Question

I am looking at hyperfine constants of Lu²⁺, one electron outside [Xe] 4f¹⁴, at three levels: DHF, DHF with RPA core polarisation, and Brueckner orbitals with RPA. Most rows grow from left to right, which I took to mean that the valence orbital is pulled in and ⟨r⁻³⟩ rises. But A/g of 5d5/2 goes from +238.4 to −159.9 MHz at the RPA step while its B/Q rises. A colleague says this is spin polarisation of the core s shells and nothing else. Which of us is right?

Hyperfine constants of Lu2+, one electron outside closed [Xe] 4f14, from B-spline many-body code 1: no-pair Dirac-Coulomb, frozen-core Dirac-Hartree-Fock (DHF), static core-polarisation RPA, and Brueckner orbitals from a second-order or RPA-screened correlation potential. The nucleus is uniformly magnetised, with rms radius 5.37 fm; A/g is A per unit nuclear g factor.

```
hyperfine  A/g, DHF (MHz)  A/g, RPA (MHz)  A/g, Brueckner RPA (MHz)  B/Q, DHF (MHz/barn)  B/Q, RPA (MHz/barn)  B/Q, Brueckner RPA (MHz/barn)
    6s1/2           16100           18330                     20420                  n/a                  n/a                            n/a
    7s1/2            5412            6128                      6427                  n/a                  n/a                            n/a
    6p1/2            3138            3611                      4244                  n/a                  n/a                            n/a
    6p3/2           363.5           541.0                     626.5                  732                 1010                           1150
    5d3/2           622.7           605.1                     664.0                  423                  459                            497
    6d3/2           136.0           159.0                     165.8                 92.3                  153                            162
    5d5/2           238.4          -159.9                    -152.4                  499                  589                            635
    6d5/2           53.31           14.38                     22.51                  112                  198                            211
```

Answer

Neither account covers the 5d rows, and the scales show where the trouble comes from. A/g is the magnetic dipole constant divided by the nuclear g factor and B/Q the electric quadrupole constant divided by the quadrupole moment, so both, with their signs, are electronic. The 6s electron gives about 2×10⁴ MHz, 6p1/2 about 4×10³ MHz, and 6p3/2 and 5d a few hundred. At DHF, 6s lies about seventy times above 5d5/2 (16100/238.4 ≈ 68), because an s electron has spin density at the nucleus and a d electron has none. A slight spin imbalance in the core s shells can therefore outweigh the whole direct d term. RPA adds 13 to 15% of the DHF value for s and p1/2, but shifts 5d5/2 by 1.7 times its DHF size.

All explanations can be written in one form. In the Pauli limit, for orbital momentum l and total momentum j,

A/g = a_orb·c_orb + a_sd·c_sd + a_c·c_c

where the a are radial strengths of the orbital, spin-dipole and contact fields and the c are angular factors: c_orb = ⟨l·j⟩/j(j+1), c_c = ⟨s·j⟩/j(j+1), c_orb + c_sd = l(l+1)/j(j+1). This gives (6/5, 2/5, −1/5) for d3/2 and (4/5, −4/35, +1/5) for d5/2. A bare electron with l > 0 has a_c = 0 and a single radial integral:

A/g = 95.41 MHz · l(l+1)/j(j+1) · ⟨r⁻³⟩
B/Q = 234.96 MHz/barn · (2j−1)/(2j+2) · ⟨r⁻³⟩

with ⟨r⁻³⟩ in a₀⁻³. B vanishes by symmetry for j = 1/2.

Your picture holds well at DHF. For 5d5/2, B/Q gives ⟨r⁻³⟩ = 499/(234.96 × 4/7) = 3.72, and then A/g = 95.41 × 24/35 × 3.72 = 243 MHz, 2% above the tabulated 238.4 with nothing fitted. For the j = 3/2 rows the integral from A is 8 to 9% below the one from B, a plausible size for the relativistic difference between the two operators at Z = 71. The ratio of A between the 5d partners is 2.61 against the Pauli 7/3, so relativity in the valence orbital moves this ratio by about a tenth and leaves the sign alone.

If polarisation merely rescaled ⟨r⁻³⟩, A would follow B. At the RPA step this predicts 238.4 × 589/499 = 281 MHz for 5d5/2, against −159.9. It overshoots in all four d rows, by far more than the rounding of B allows. It comes closest for 6p3/2, 502 against 541.0, which is why the idea tempts. Theory says why it must fail. RPA does not move the valence orbital; it lets the core respond to the nuclear moment. A quadrupole distorts the charge of the core, and the valence electron feels that through the direct Coulomb force. A magnetic dipole induces spin and current in a closed core but no first-order change of charge density, so it reaches the valence electron through exchange alone. Two different responses have no reason to share a factor.

The step where your picture belongs is the Brueckner one, which does contract the orbital. There A follows B to within 2% of the predicted value in the three j = 3/2 rows, although the misses exceed the rounding and amount to 12 to 38% of the step itself. It fails for d5/2, where A is a difference of large parts: the 57% rise of 6d5/2 is only 8 MHz, and 5d5/2 moves a similar amount towards zero and stays negative. The Brueckner percentages also depend on whether the second-order or the screened potential is used, whereas the sign change appears before that choice enters. The fine-structure splitting is no safe stand-in for ⟨r⁻³⟩ either: in the same calculation correlation raises both by 14% for 6p, but it widens the 5d doublet by 38% while 5d B/Q rises by 8%.

Your colleague's mechanism is standard physics. Exchange draws inner s electrons of parallel spin out towards the d electron and leaves an excess of opposite spin at the nucleus; the outermost s shell, which overlaps the d orbital, can contribute with the other sign, but the net a_c is usually negative. With c_c = +1/5 this subtracts from the smaller d5/2 constant, and with −1/5 it adds to the larger d3/2 one. The size is reasonable: the shift of −398.3 MHz would need a_c = 5 × (−398.3) ≈ −2000 MHz, about 12% of the DHF value for one 6s electron and similar in magnitude, though opposite in sign, to the RPA shift of 6s itself, 2230 MHz. But contact acting alone demands equal and opposite shifts within a doublet, and it cancels from their sum:

Δ(3/2) + Δ(5/2) = 2Δa_orb + (2/7)Δa_sd

For 6d the shifts are +23 and −39 MHz, opposite in sign, and their sum is −8% of the DHF sum, though still 41% of the 6d5/2 shift. Contact is then a rough first account of 6d, though it asks for +39 MHz in 6d3/2 where the table has +23. For 5d it predicts +398 MHz in 5d3/2, where the table has −17.6, and the sum removes 48% of the DHF sum. The radial mismatch between the partners, about a tenth from A and a fifth from B, cannot absorb that. The nearly unchanged 5d3/2 therefore points, within this model, to a cancellation rather than to a weak response.

What survives is that the polarisations add: a negative contact term and a large non-contact term, working against each other in 5d3/2. In 5d5/2 an orbital term would reinforce the contact one, while a spin-dipole term would oppose it. Two numbers cannot fix three strengths, and any pair of them solves the doublet exactly, which tests nothing; the output printed below gives those solutions and the row-by-row residuals. Paired with the orbital or the spin-dipole term, a_c for 5d comes out at −1160 or −2820 MHz respectively. The weaker of the two contributes −1160/5 = −232 MHz to 5d5/2, just short of reversing 238.4, so even the claim that contact by itself causes the flip is not shown. A solution with no contact exists too, but it cancels nearly all of the orbital strength and adds about three times the DHF value to the spin-dipole one; I reject it on physical grounds, since the numbers allow it. The same standard tells against the spin-dipole pairing, which needs −1456 MHz, about four times the DHF radial strength with reversed sign. Solutions with a modest spin-dipole shift lie near the orbital pairing, whose −208 MHz removes more than half of the orbital strength. That the non-contact part comes from the 5p or 4f shells, which carry orbital momentum and overlap the compact 5d orbital, is my guess. The same split is unsound for 6p, where the DHF ratio is 8.63 against the Pauli 5.

The dependence on n supports a special role for 5d. For s states the RPA shift scales almost like the direct term, 3.11 against 2.97 for 6s over 7s, as when both are set by the amplitude of the valence orbital deep in the core. For d5/2 the direct term falls by 4.47 from 5d to 6d and the shift by 10.2, so 5d is not a scaled 6d. In B the pattern is reversed: RPA adds 66 to 77% for 6d and 9 to 18% for 5d, in line with Sternheimer antishielding weighing most for an electron mostly outside the core; for d5/2 the shifts themselves are nearly equal, 90 and 86 MHz/barn, so the larger percentage comes from the smaller direct term.

For a neighbouring case, expect s and p1/2 constants to gain a modest positive fraction and d5/2 to be small or inverted, as in caesium and Ba⁺, whose cores have no 4f shell; a filled f shell is thus not needed for the inversion. Structure radiation and normalisation are left out here, and they bite hardest on these residues of cancellation: a correction of a few per cent to the 398 MHz shift is larger than the whole Brueckner step of 5d5/2, and 6d5/2 at 22.51 MHz is uncertain in more than its last digits.

Output of the analysis:

```
cA=95.41 MHz, cB=234.96 MHz/b per a0^-3; rounding: A 4 figures, B 3 figures
A/g steps: RPA-DHF MHz (%), Br-RPA MHz (% of |RPA|), rounding MHz
6s1/2 +2230.0 (+13.9%) +2090.0 (+11.4%) +-10
7s1/2 +716.0 (+13.2%) +299.0 (+4.9%) +-1
6p1/2 +473.0 (+15.1%) +633.0 (+17.5%) +-1
6p3/2 +177.5 (+48.8%) +85.5 (+15.8%) +-0.1
5d3/2 -17.6 (-2.8%) +58.9 (+9.7%) +-0.1
6d3/2 +23.0 (+16.9%) +6.8 (+4.3%) +-0.1
5d5/2 -398.3 (-167.1%) +7.5 (+4.7%) +-0.1
6d5/2 -38.9 (-73.0%) +8.1 (+56.5%) +-0.01
<r^-3> a0^-3 from A | from B: DHF (A/B ratio); RPA; B steps RPA %, Br %
6p3/2 7.143|7.788 (0.917); 10.632|10.746; +38.0 +13.9
5d3/2 4.079|4.501 (0.906); 3.964|4.884; +8.5 +8.3
6d3/2 0.891|0.982 (0.907); 1.042|1.628; +65.8 +5.9
5d5/2 3.644|3.717 (0.980); -2.444|4.387; +18.0 +7.8
6d5/2 0.815|0.834 (0.977); 0.220|1.475; +76.8 +6.6
Model 1, A scales as B: predicted, table-pred, floor (MHz) for RPA; then Br; Br factor A/B
6p3/2 501.6 +39.4 +-2.8; 616.0 +10.5 +-5.7; 1.017
5d3/2 675.7 -70.6 +-1.5; 655.2 +8.8 +-1.4; 1.013
6d3/2 225.4 -66.4 +-0.9; 168.4 -2.6 +-1.1; 0.985
5d5/2 281.4 -441.3 +-0.5; -172.4 +20.0 +-0.3; 0.884
6d5/2 94.2 -79.9 +-0.7; 15.3 +7.2 +-0.1; 1.469
Models 2,3 per doublet (pairs are exact solutions, no test; 6p outside Pauli limit)
5d DHF ratio 2.61 (Pauli 2.33); radial a 389,348 MHz; shift sum -415.9 MHz = -48.3% of DHF sum
   low-j shift -17.6; from high-j if orbital only -597, dipole only +1394, contact only +398 MHz
   pairs MHz: orb,con -208,-1160; dip,con -1456,-2823; orb,dip -353,+1015
   common rescale+contact: a_c -1416 MHz = -8.8% of DHF A(6s); in high j -283.2 MHz
6d DHF ratio 2.55 (Pauli 2.33); radial a 85,78 MHz; shift sum -15.9 MHz = -8.4% of DHF sum
   low-j shift +23.0; from high-j if orbital only -58, dipole only +136, contact only +39 MHz
   pairs MHz: orb,con -8,-163; dip,con -56,-227; orb,dip -28,+142
   common rescale+contact: a_c -172 MHz = -1.1% of DHF A(6s); in high j -34.4 MHz
6p DHF ratio 8.63 (Pauli 5.00); radial a 1177,682 MHz; shift sum +650.5 MHz = +18.6% of DHF sum
   low-j shift +473.0; from high-j if orbital only +355, dipole only -1775, contact only -178 MHz
   pairs MHz: orb,con +325,-118; dip,con +542,+749; orb,dip +281,+74
   common rescale+contact: a_c +330 MHz = +2.0% of DHF A(6s); in high j +110.0 MHz
n scaling, low n / high n: A DHF, A RPA shift; B DHF, B RPA shifts MHz/b
6s1/2/7s1/2 2.97, 3.11
5d3/2/6d3/2 4.58, -0.77; 4.58, +36.0 vs +60.7
5d5/2/6d5/2 4.47, 10.23; 4.46, +90.0 vs +86.0
splitting rise DHF->correlated: 6p +14.0%, 5d +38.2%, 6d +11.7%
worst row of model 1 at RPA (MHz): 5d5/2
```
